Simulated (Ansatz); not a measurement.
Isomers of GeSi2H8

2 of its isomers, all singlets with charge 0: A = `[SiH3][SiH2][GeH3]`; B = `[SiH3][GeH2][SiH3]`.

Shapes, held fixed at every level: PBE0-D4/def2-TZVP. Programs: Ansatz 0.2.0.

Electronic energies in kJ/mol, without zero-point or thermal terms.

(1) From chemical knowledge, estimate the order of stability.

Results:

(1) B < A in rising energy, over a span of 14 kJ/mol, by CCSD(T)/def2-TZVPP. All levels agree on that. The B − A difference spans -17.2 to -9.6 kJ/mol over the levels. Relativity is left out for Ge. Outer-core shells of Ge are correlated, in sets that cover them unevenly.

```tsv
level	kind	B − A
HF/def2-SVP	Hartree–Fock	-14.0
HF/def2-TZVPP	Hartree–Fock	-15.8
SPW92/def2-TZVPP	LDA	-9.6
PBE-D4/def2-TZVPP	GGA	-10.5
PBE0-D4/def2-TZVPP	global hybrid	-11.3
wB97X-V/def2-TZVPP	range-separated hybrid	-12.7
MP2/def2-TZVPP	perturbation theory	-17.2
CCSD(T)/def2-TZVPP	coupled cluster or CI	-14.4
```

The isomer with germanium in the middle of the chain, B, lies below the one with a terminal germyl group at every level, by 14.4 kJ/mol with CCSD(T). A bond count accounts for the direction. Going from A to B exchanges a Ge–H bond for a Si–H bond and a Si–Si bond for a Si–Ge bond. Si–H is clearly the stronger of the two hydride bonds, whereas Si–Si and Si–Ge bonds are much closer in strength, so the gain in the hydride bond probably outweighs any loss in the skeleton. Germanium therefore prefers the position that carries fewer hydrogens.

The size of the preference is less settled than its sign. All four density functionals give a smaller gap than CCSD(T), with LDA lowest at -9.6 kJ/mol, while MP2 overshoots at -17.2 kJ/mol. Hartree–Fock already gives the right order, which suggests that the preference does not originate in electron correlation. The energies say nothing about the barrier between the two isomers, and so nothing about how readily A would rearrange.
